Calculated values. Radial Dirac CI 1, Dirac-Coulomb-Breit CI with model QED and KLI orbitals. The system is Mo5+ with open shell 4d, treated as one configuration in a parametric crystal field of Oh symmetry.

| 10Dq (cm⁻¹) | first gap (cm⁻¹) | stabilisation energy (cm⁻¹) |
| --- | --- | --- |
| 8500 | 1629.3 | -2576.8 |
| 15350 | 1562.1 | -5249.6 |
| 22150 | 1535.1 | -7942.6 |
| 28950 | 1520.5 | -10648 |
| 35800 | 1511.3 | -13379 |
| 42600 | 1505.0 | -16092 |
| 49400 | 1500.4 | -18808 |
| 56200 | 1497.0 | -21524 |
| 63050 | 1494.2 | -24262 |
| 69850 | 1492.0 | -26980 |
| 76650 | 1490.2 | -29698 |
| 83500 | 1488.7 | -32436 |

No row departs from one smooth curve by more than the last printed digit. The departures that do exist are from simpler rules, and they are largest at the low-field end.

All rows are in the same state: one 4d electron, spin 1/2, a fourfold G8 ($\Gamma_8$) ground level. The same runs place a twofold G7 level next and a second G8 level third. 10Dq, written $\Delta$ below, is the imposed $t_{2g}$–$e_g$ separation. The first gap is the distance from the ground level to G7, and the stabilisation energy is the energy of the ground level measured from a free-ion zero identified below. The third level climbs from 9306 to 84025 cm⁻¹ and so follows $\Delta$, while the first gap falls from 1629.3 to 1488.7 cm⁻¹, by 8.6 % of its first value, as $\Delta$ grows almost tenfold. The first gap is therefore a spin-orbit splitting inside $t_{2g}$, and the third level is the $e_g$-like one.

**The simple pattern.** Within $t_{2g}$ the orbital momentum behaves as $l=1$ with reversed sign. The coupling $\zeta\,\mathbf l\cdot\mathbf s$ then puts a quartet (G8) at $-\zeta/2$ and a doublet (G7) at $+\zeta$, both about $-0.4\Delta$. The pure-$t_{2g}$ rule is a constant gap of $3\zeta/2$ and a ground energy with slope $-0.4$. Every row lies above that constant, by 157.8 cm⁻¹ in the first row and 17.2 cm⁻¹ in the last, and 48 % of the whole fall occurs in the first step.

**What bends it.** Symmetry supplies the cause. The $e_g$ orbitals with spin form a G8 level and nothing else, so spin-orbit coupling can mix $e_g$ into the ground quartet, while G7 has no partner; its total $J$ in the runs is 2.5 in all rows. The two G8 levels start at $-0.4\Delta-\zeta/2$ and $0.6\Delta$, a distance $D=\Delta+\zeta/2$ apart, and are coupled by $\sqrt{3/2}\,\zeta$, the value that returns the free-ion levels $-3\zeta/2$ and $+\zeta$ at $\Delta=0$. The ground level is pushed down by

$$L=\sqrt{D^2/4+3\zeta^2/2}-D/2,$$

and G7 stays where it was, so

$$\text{first gap}=\tfrac32\zeta+L,\qquad \text{stabilisation energy}=-0.4\Delta+\zeta-L .$$

The $+\zeta$ in the second line takes the zero at the free-ion $J=3/2$ level, which lies at $-3\zeta/2$.

The single parameter was fitted to the first gaps of all twelve rows and gave $\zeta=981.0$ cm⁻¹. For the row at 8500, whose gap was part of the fit: $D=8500+490.5=8990.5$, $D/2=4495.25$, $3\zeta^2/2=1.4436\times10^6$, the root is 4653.05, and $L=157.8$ cm⁻¹. The gap is $1471.5+157.8=1629.3$ cm⁻¹. The stabilisation energy, which was not fitted, is $-3400+981.0-157.8=-2576.8$ cm⁻¹. Both equal the table values. Over all rows the largest miss in the gap is 0.05 cm⁻¹, the size of the rounding, and the stabilisation energies agree within theirs; the residuals are in the printed output below.

Two readings are fixed by the columns themselves. $L$ cancels in first gap + stabilisation energy + $0.4\Delta=5\zeta/2$, and that sum is 2452.5 cm⁻¹ in the three rows printed to a tenth and scatters by 1.0 cm⁻¹ overall, as rounding to whole numbers allows. The unrounded outputs of the same runs give 2452.53 at both 15350 and 76650, so $\zeta$ does not change along the sweep. And a zero at the d barycentre would miss every row by 1471 to 1472 cm⁻¹, which is $3\zeta/2$. This explains why the first row shows only 0.758 of $0.4\Delta$: the free ion has already gained $3\zeta/2$ from spin-orbit coupling, the field quenches that gain to $\zeta/2+L$, and the difference $\zeta-L$ is paid out of the field's stabilisation.

**Apparent and real breaks.** The stabilisation energy drops by 2731 cm⁻¹ into the row at 35800 and by 2738 into those at 63050 and 83500, roughly 20 more than in neighbouring steps. These are steps of 6850 in 10Dq in place of 6800, and $0.4\times50=20$. Divided by the step, the slope runs from $-0.3902$ to $-0.3997$ with no kink. By the Hellmann–Feynman theorem the slope is $-0.4$ plus the $e_g$ weight of the ground state. The first interval gives $0.4-0.3902=0.0098$, which lies between the model weights of 1.70 % and 0.57 % at its ends.

The rows that do stand out do so against perturbation theory. Second order gives $L\approx 3\zeta^2/(2D)$, or $1.4436\times10^6/8990.5=160.6$ cm⁻¹ for the first row, 2.8 cm⁻¹ above the exact lowering. The overshoot is 0.5 cm⁻¹ at 15350 and 0.2 cm⁻¹ at 22150, about 0.08 cm⁻¹ at 28950, and from 35800 upward it is smaller than the rounding. It is the next term of the root, about $L^2/D$, which falls as $\zeta^4/\Delta^3$. Refitting $\zeta$ leaves a miss of 2.4 cm⁻¹, and a free form $a+b/\Delta$ misses by up to 1.6 cm⁻¹ with residuals of systematic sign.

**Why it is so smooth.** One d electron has no d–d repulsion, so the factor of 0.65 that these runs apply to the valence Slater integrals has nothing to act on, does not reduce $\zeta$, and no high-spin state exists to cross a low-spin one. The only levels that interact share a symmetry and repel. G7 lies $3\zeta/2+L$ above the ground level and $\Delta-\zeta+L$ below the upper G8; the latter is zero at $\Delta=0$ and grows from there, so no crossing occurs for any positive field. The field is also a parameter: it leaves the radial function, and with it $\zeta$, untouched. The agreement shows that these relativistic runs reduce to a two-level problem, and since that structure is built in, it says nothing on how well a real Mo⁵⁺ site is described. The value of $\zeta$ belongs to exchange-only orbitals in one configuration.

The magnetism of the same runs follows the same mixing. In the pure $t_{2g}$ quartet spin and orbital moments cancel ($-\tfrac23+2\cdot\tfrac13=0$ in units of the effective $j$), so a permanent moment arises almost wholly from the $e_g$ admixture. The Curie part of $\chi T$, taken from the values at 2 and 5 K, falls from 0.0307 to 0.0004 cm³ K/mol between the first and last row, against 0.376 for spin only. The nearly linear rise with temperature is Van Vleck paramagnetism, mostly through G7; its slope grows from $3.10\times10^{-4}$ to $3.51\times10^{-4}$ cm³/mol, towards the pure-$t_{2g}$ limit, $3.54\times10^{-4}$ for $g=2$ and slightly higher for the free-electron $g$. The model with the same $\zeta$ and the free-electron $g$ reproduces the three rows checked to 0.01 % of the run values. At the two highest temperatures $\chi T$ is not monotonic in the field: at 300 K it has a shallow minimum of 0.10551 at 49400 and reaches 0.10565 in the last row, and at 200 K it has a barely visible minimum at 76650, which is what a fast-falling Curie term and a slowly rising Van Vleck term give together.

**Where a break would come.** The control is $\zeta/\Delta$, only 0.115 in the first row. Continued below the table, the model gives a gap of 2140 cm⁻¹ at $\Delta=1000$, where second order gives 2440, and bends over to $5\zeta/2$ at zero field: a strong curve, still without a kink. A 5d¹ ion, with larger $\zeta$, should show more of that curve at a given field and a 3d¹ ion less, as $L$ scales with $\zeta^2/\Delta$. Reversing the sign of the field, as in a tetrahedron, would put the $e$ level lowest and, once the field is large against $\zeta$, tie the first gap to the field itself.

True discontinuities need physics that is excluded here, and these cases are argued only. The quartet is Jahn–Teller active, and a tetragonal, trigonal or lower distortion splits it into two Kramers doublets, so the first gap becomes a different and usually smaller interval. With four to seven d electrons, repulsion competes with the field and a spin crossover changes the ground level abruptly. Covalency usually lowers $\zeta$ and the orbital moment; it would plausibly grow with ligand strength, spoil the constant sum and undo part of the moment cancellation, though by how much is a guess. The flat upper rows lie far beyond the fields of ordinary Mo⁵⁺ complexes and serve as the pure-$t_{2g}$ limit of the model.

Output of the analysis:

```
zeta (exact 2x2, gaps only) 981.01 cm-1; 3z/2 1471.5; 5z/2 2452.5; rounding: gap 0.05, stab 0.05/0.5
10Dq z/10Dq gap-3z/2 L res_exact res_2nd res_a+b/x | stab+0.4x res_stab floor | gap+stab+0.4x | eg% (cm-1)
8500 0.1154 157.8 157.80 -0.01 -2.78 -1.40 | 823.2 -0.01 0.05 | 2452.5 | 1.696
15350 0.0639 90.6 90.61 -0.03 -0.54 +1.56 | 890.4 +0.00 0.05 | 2452.5 | 0.566
22150 0.0443 63.6 63.58 +0.01 -0.17 +1.29 | 917.4 -0.03 0.05 | 2452.5 | 0.279
28950 0.0339 49.0 48.95 +0.04 -0.05 +0.86 | 932.0 -0.06 0.5 | 2452.5 | 0.166
35800 0.0274 39.8 39.73 +0.05 +0.01 +0.49 | 941.0 -0.27 0.5 | 2452.3 | 0.109
42600 0.0230 33.5 33.47 +0.01 -0.01 +0.15 | 948.0 +0.47 0.5 | 2453.0 | 0.078
49400 0.0199 28.9 28.92 -0.03 -0.05 -0.13 | 952.0 -0.09 0.5 | 2452.4 | 0.058
56200 0.0175 25.5 25.45 +0.03 +0.02 -0.26 | 956.0 +0.44 0.5 | 2453.0 | 0.045
63050 0.0156 22.7 22.71 -0.02 -0.03 -0.47 | 958.0 -0.30 0.5 | 2452.2 | 0.036
69850 0.0140 20.5 20.52 -0.03 -0.04 -0.61 | 960.0 -0.49 0.5 | 2452.0 | 0.029
76650 0.0128 18.7 18.71 -0.02 -0.03 -0.71 | 962.0 -0.30 0.5 | 2452.2 | 0.024
83500 0.0117 17.2 17.18 +0.00 -0.00 -0.78 | 964.0 +0.18 0.5 | 2452.7 | 0.020
worst gap res +0.052 at 35800; worst stab res/floor -0.98 at 69850
2nd order refitted: zeta 980.80, max res 2.39; a+b/x: a 1473.5, b 1.336e+06, max res 1.56
zeta from sum rule: mean 980.99, first three rows 981.00; spread of sum 1.00
barycentre zero instead of J=3/2: stab res 1471.0 to 1472.0
gap fall total 140.6 (8.6%), first step 67.2 (48% of fall), last 1.5
|stab|/(0.4x): first 0.758, last 0.971; 10Dq ratio 9.82; L ratio 9.18
10Dq steps: [6850, 6800, 6800, 6850, 6800, 6800, 6800, 6850, 6800, 6800, 6850]
stab steps: [-2673, -2693, -2705, -2731, -2713, -2716, -2716, -2738, -2718, -2718, -2738]
stab slopes: -0.3902 -0.3960 -0.3979 -0.3987 -0.3990 -0.3994 -0.3994 -0.3997 -0.3997 -0.3997 -0.3997 (floor up to 0.00015)
third level: max res 0.05; excess over 10Dq 806.1 to 524.9
model only 10Dq 0: gap 2453, 2nd order 4415, third 2453, eg 40%
model only 10Dq 500: gap 2276, 2nd order 2929, third 2599, eg 31%
model only 10Dq 1000: gap 2140, 2nd order 2440, third 2828, eg 24%
model only 10Dq 2000: gap 1957, 2nd order 2051, third 3461, eg 14%
model only 10Dq 4000: gap 1773, 2nd order 1793, third 5093, eg 6%
J eff model: 1.820 1.875 1.897 1.909 1.916 1.922 1.925 1.928 1.931 1.932 1.934 1.935
J eff runs:  1.82 1.87 1.90 1.91 1.92 1.92 1.93 1.93 1.93 1.93 1.93 1.94 ; pure t2g 1.949
chiT cm3K/mol; spin-only 0.3760; pure-t2g Van Vleck slope 3.5438e-04 cm3/mol
8500 run: Curie 0.030709, slope 3.1046e-04, 2K 0.031330, 300K 0.12387, Curie share 300K 24.8%
   model g=2.0000: Curie 0.030776, slope 3.1003e-04, err 2K +0.21%, err 300K -0.05%
   model g=2.0023: Curie 0.030709, slope 3.1046e-04, err 2K -0.00%, err 300K +0.00%
35800 run: Curie 0.002124, slope 3.4512e-04, 2K 0.002814, 300K 0.10569, Curie share 300K 2.0%
   model g=2.0000: Curie 0.002140, slope 3.4460e-04, err 2K +0.52%, err 300K -0.13%
   model g=2.0023: Curie 0.002124, slope 3.4512e-04, err 2K -0.00%, err 300K +0.00%
83500 run: Curie 0.000399, slope 3.5075e-04, 2K 0.001100, 300K 0.10565, Curie share 300K 0.4%
   model g=2.0000: Curie 0.000406, slope 3.5022e-04, err 2K +0.50%, err 300K -0.15%
   model g=2.0023: Curie 0.000399, slope 3.5075e-04, err 2K -0.00%, err 300K +0.00%
```
